Zener breakdown across a nearly-free-electron gap: limits, scaling and numbers for the N point of Na

(a) Reduction to two levels

An electron of charge −e moves in a weak periodic potential and a uniform field of magnitude F, switched on as a vector potential, so that ħ dk/dt = −eF as a vector equation. Take the field antiparallel to a reciprocal vector G and write k = G/2 + qĜ + k⊥, so that q = eFt/ħ. In the basis |k⟩, |k − G⟩, with V = V_G real,

H = E_N + ħ²(q² + k⊥²)/2m + [[ħvq, V], [V, −ħvq]],
E_N = ħ²G²/8m, v = ħG/2m.

The term proportional to the unit matrix gives a common phase and drops out, and k⊥ drops out with it. The bands are split by ΔE = 2√(V² + ħ²v²q²), the gap is Eg = 2|V|, and the splitting 2ħvq of the plane waves is exactly linear in time. This is the Landau-Zener problem.

(b) Solution

Measure time in t_F = √(ħ/(v eF)), s = t/t_F, and set w = |V| t_F/ħ. The amplitudes obey i a′ = s a + w b and i b′ = w a − s b, which give a″ + (s² + w² + i) a = 0. The solution with a(0) = 1, b(0) = 0 is A(s) = exp(−is²/2) M(iw²/4, 1/2, is²), where M is the confluent hypergeometric function. At large s, |A|² → π exp(−πw²/4)/|Γ(1/2 − iw²/4)|² = [1 + exp(−πw²/2)]/2. The matrix is real and s → −s exchanges the two states, so the amplitude to stay in |k⟩ from −s to s is |A|² − |B|² = 2|A|² − 1, where B is the partner amplitude. An electron that stays in |k⟩ has escaped Bragg reflection and has passed from the lower band to the upper. Its probability per passage of the zone face is

P = exp(−S), S = πw² = πEg²/(4ħv eF) = F₀/F.

With d = 2π/G, v = ħπ/(md) and S = m d Eg²/(4ħ² eF). The length d is the spacing of the reflecting planes. It equals the lattice constant in a chain. For the N point of a bcc metal G = (2π/a)(1,1,0) and d = a/√2, and the cubic a in its place makes S too large by √2. On the line ΓN the face is crossed once per Bloch period T_B = h/(eFd).

The exponent is an area in the complex band structure. At q = iκ the splitting closes at κ₀ = |V|/(ħv), and S = (2/eF)∫₀^κ₀ ΔE(iκ) dκ = (π/2) κ₀ℓ, where ℓ = Eg/(eF) is the distance over which the field supplies the gap. To leading order in F this form holds for any pair of bands, and it is used in (e).

(c) Dimensional analysis

The quantities Eg, eF, d, m and ħ involve three dimensions and leave two groups,

g = Eg/E_N, f = eFd/E_N, with E_N = ħ²π²/(2md²).

The two-level problem contains m and d only through v. The four quantities Eg, eF, ħ and v then form one group, so P can depend only on Eg²/(ħv eF), and

S = π²g²/(8f).

The solution in (b) supplies the exponential and the factor π/4. Three times enter: t_gap = Eg/(2v eF), in which the plane-wave splitting changes by Eg, t_F, in which a phase of order one accumulates, and T_B. Their ratios are S = π(t_gap/t_F)², t_gap/T_B = g/8 and (t_F/T_B)² = f/(8π). The crossing is isolated when g ≪ 8 and f ≪ 8π. The curvatures at the face are 1/m± = 1/m ± 2v²/Eg. For Eg < 2mv² the reduced mass, 1/m_r = 1/m₊ + 1/|m₋|, is m_r = Eg/(4v²) = mg/8, and S = π√m_r Eg^(3/2)/(2ħ eF), which is Kane's form. Thus S ∝ Eg² at fixed v and S ∝ Eg^(3/2) at fixed m_r.

(d) Limits in the field

Weak field, F ≪ F₀. P has an essential singularity at F = 0, so every order of a power series in F vanishes. The transition lasts about t_gap. The sensitivities are d ln P/d ln F = S and d ln P/d ln Eg = −2S. The leading correction comes from the start of the sweep. With tan 2θ = 2|V|/(2ħv|q|), a field switched on suddenly at a point with splitting ΔE leaves an amplitude η = ħ|dθ/dt|/ΔE = 2ħv eF |V|/ΔE³ in the upper band. The population η² is algebraic in F and exceeds P below the root of exp(−F₀/F) = η². Above that root it interferes with the Zener amplitude and changes P by a fraction of at most about 2η√((1 − P)/P). A smooth switch-on removes it.

Strong field, F ≫ F₀. The probability of Bragg reflection is 1 − P = S − S²/2 + …. The first term follows from first-order perturbation theory, w²|∫exp(is²) ds|² = πw². The transition lasts about t_F. The second term is a tenth of the first at F = 5F₀. The regime ends near f = 8π, where t_F reaches T_B.

Crossover. P(F) has its inflection at F₀/2, equals 1/e at F₀ and 1/2 at F₀/ln 2. The two times are equal at F₀/π. If the upper band is drained, the lower band decays at the rate −ln(1 − P)/T_B, which tends to P/T_B in weak fields and to ln(F/F₀)/T_B in strong ones.

Direction. The splitting depends on k through G·k alone, so a field at angle ϑ to the face normal gives S = F₀/(F cos ϑ). A field along [100] gives √2 times the [110] exponent at a (110) face.

(e) Limits in the gap

Small gap. Let u = V/E_N, measure energies in E_N from the common level E_N + q², and q in G/2. A further plane wave with energy D + σq, coupled by V to the state of slope +2, adds −u²/(D + σq − ε) to its diagonal element. Expansion in q and ε multiplies the slope by 1 + u²σ/(2D²) and ε by 1 + u²/D², so

v_eff/v = 1 + u² Σ (σ/2 − 1)/D².

For a one-dimensional cosine potential the only such wave has D = 8, σ = 6. Then v_eff/v = 1 + u²/32, the gap is 2|u|(1 − u²/64), and in terms of the true gap S = (π²g²/8f)(1 − g²/128).

For the bcc lattice with V₁₁₀ alone, each state at N has eleven further neighbours: one with (D, σ) = (8, 6), two with (4, 2), four with (6, 4) and four with (2, 0). The sum is 1/32 + 0 + 1/9 − 1 = −247/288, so S = (π²g²/8f)(1 + 247u²/288) in terms of the true gap. The four waves with D = 2, of type (2π/a)(½, −½, ±1), couple to both states and add −4u²/2 to the off-diagonal element. The gap becomes Eg = 2|V|(1 − 2u), with u carrying the sign of V for an origin on an atom. The relation Eg = 2|V_G| is therefore corrected at first order in u in three dimensions, while the formula written with the true gap is corrected only at second order. The gap is the proper input.

Large gap. In a deep one-dimensional cosine potential the levels are harmonic with spacing g = 4√u (u > 0), and the decay per cell is κd = ∫√(2u(1 + cos 2x)) dx over one period, which is 4√u, up to terms in ln u. The area formula gives S = 2κd g/f = 2g²/f with relative corrections of order (ln u)/√u, and resonances between Wannier-Stark levels modulate the rate. The scaling g²/f survives and the coefficient moves from π²/8 = 1.23 towards 2. The two gap laws, 2u and 4√u, meet at u = 4, g = 8, where t_gap reaches T_B. In the bcc case the expansion fails earlier, at |u| near 1/2.

(f) Numbers for Na

Inputs, typical and approximate: a = 4.23 Å, Eg = 0.45 eV at N, free-electron mass, one electron per atom, relaxation time τ = 30 fs near room temperature. The results are the model's.

d = 2.991 Å, G/2 = 1.050 Å⁻¹, E_N = 4.20 eV, v = 1.216×10⁶ m/s, ħv = 8.00 eV Å.
g = 0.107, u ≈ g/2 = 0.0535 in magnitude, m_r = 0.0134 m.
1/κ₀ = 35.6 Å, which is 11.9 plane spacings.
F₀ = πEg²/(4ħv e) = 1.99 MV/cm. The cubic a in place of d would give 2.81 MV/cm.
At F₀: f = 0.0141, ℓ = 22.6 Å, T_B = 70 fs.

F (MV/cm) | S | P | t_gap (fs) | t_F (fs) | T_B (fs)
0.2 | 9.9 | 4.8×10⁻⁵ | 9.3 | 5.2 | 691
0.5 | 4.0 | 0.019 | 3.7 | 3.3 | 277
1 | 2.0 | 0.14 | 1.9 | 2.3 | 138
2 | 0.99 | 0.37 | 0.93 | 1.6 | 69
5 | 0.40 | 0.67 | 0.37 | 1.0 | 28
10 | 0.20 | 0.82 | 0.19 | 0.74 | 14

The times cross at 0.63 MV/cm and P = 1/2 at 2.87 MV/cm. At 10 MV/cm, 1 − P = 0.180, against 0.199 at first order and 0.179 at second. The limit f = 8π lies at 3.5×10³ MV/cm, far above F₀. An electron that jumps continues as a plane wave until k = G, half a period later, where the twelve {110} waves are degenerate at 4E_N and a many-level crossing follows.

Corrections to F₀. The velocity term is 247u²/288 = 0.0025, and the one-dimensional estimate g²/128 = 9.0×10⁻⁵ understates it and has the opposite sign. If 0.225 eV were the bare |V₁₁₀|, the factor (1 ∓ 2|u|)² would scale F₀ by 0.80 for positive V or 1.23 for negative V, to first order in the gap correction. The input gap dominates the uncertainty. An illustrative range of 0.3 to 0.6 eV moves F₀ from 0.88 to 3.5 MV/cm, and a gap larger by 10 per cent lowers P at 0.2 MV/cm by a factor of 8. The entries for P in the first two rows are orders of magnitude only. A nonlocal potential or many-body effects change v, and F₀ follows as 1/v.

Reaching the gap. The states at N are empty in equilibrium. The free-electron k_F = (6π²)^(1/3)/a = 0.921 Å⁻¹ is 0.877 of ΓN, which leaves Δk = 0.129 Å⁻¹ and a travel time ħΔk/(eF) = 8.5 fs at 1 MV/cm. With a constant τ the chance to arrive unscattered is exp(−F_τ/F), F_τ = ħΔk/(eτ) = 0.28 MV/cm. It scales as the Zener factor does, so for the leading electrons of the Fermi sphere the two combine to exp[−(F₀ + F_τ)/F], an increase of the exponent by the fraction 0.14. A shorter lifetime of the hot electrons would raise this fraction in proportion to 1/τ. The crossing itself is coherent while t_gap < τ, above 0.062 MV/cm. A full Bloch period needs T_B < τ, above 4.6 MV/cm, where P is already large. Near F₀ the meaningful quantity in Na is therefore the probability per passage, and Bloch oscillations in the first band have no window: below F₀ scattering ends them and above 4.6 MV/cm breakdown does.

Switch-on. At k_F on ΓN, ΔE = 2.11 eV and η = 0.0038 at 1 MV/cm. The population η² overtakes P below 0.13 MV/cm, which lies under F_τ, where few electrons arrive. At F₀ the interference changes P by a fraction of at most 0.020.

Holding the field. An isolated metal screens a static field, and a driven one heats. At F₀ the shift eF₀τ/ħ = 0.91 Å⁻¹ is comparable to k_F, so linear transport fails, and the Drude power e²τF₀²/m = 0.21 eV/fs per electron is a scale only. It shows that F₀ can act on Na only as a pulse of femtosecond length within the penetration depth. Such a pulse counts as uniform if it outlasts the travel time, t_gap and t_F.

(g) The same law at the direct gap of Ge

In a reverse-biased junction the field is static and the lower band is full up to the gap, so the obstacles of (f) are absent. Take typical inputs for the Γ gap of Ge: Eg = 0.80 eV, conduction mass 0.041 m and light-hole mass 0.043 m. Then m_r = 0.0210 m, v = √(Eg/4m_r) = 1.29×10⁶ m/s and F₀ = 5.9 MV/cm, with P = 2.7×10⁻³ at 1 MV/cm and k⊥ = 0. The velocity is close to that of Na, so the ratio of the two fields, 3.0, comes mainly from the ratio of squared gaps, 3.2. One scaling differs. In an isotropic two-band model q² is replaced by q² + k⊥² under the root, so S grows by the factor 1 + k⊥²/κ₀² and only a small disc of k⊥ tunnels, whereas the two-wave gap of (a) is the same over the whole zone face. These numbers are the two-band model's. They omit the split-off valence band, which lies about 0.29 eV below the band edge, a fraction 0.36 of the gap, and the phonon-assisted channel across the smaller indirect gap, so F₀ carries no more than the two figures given.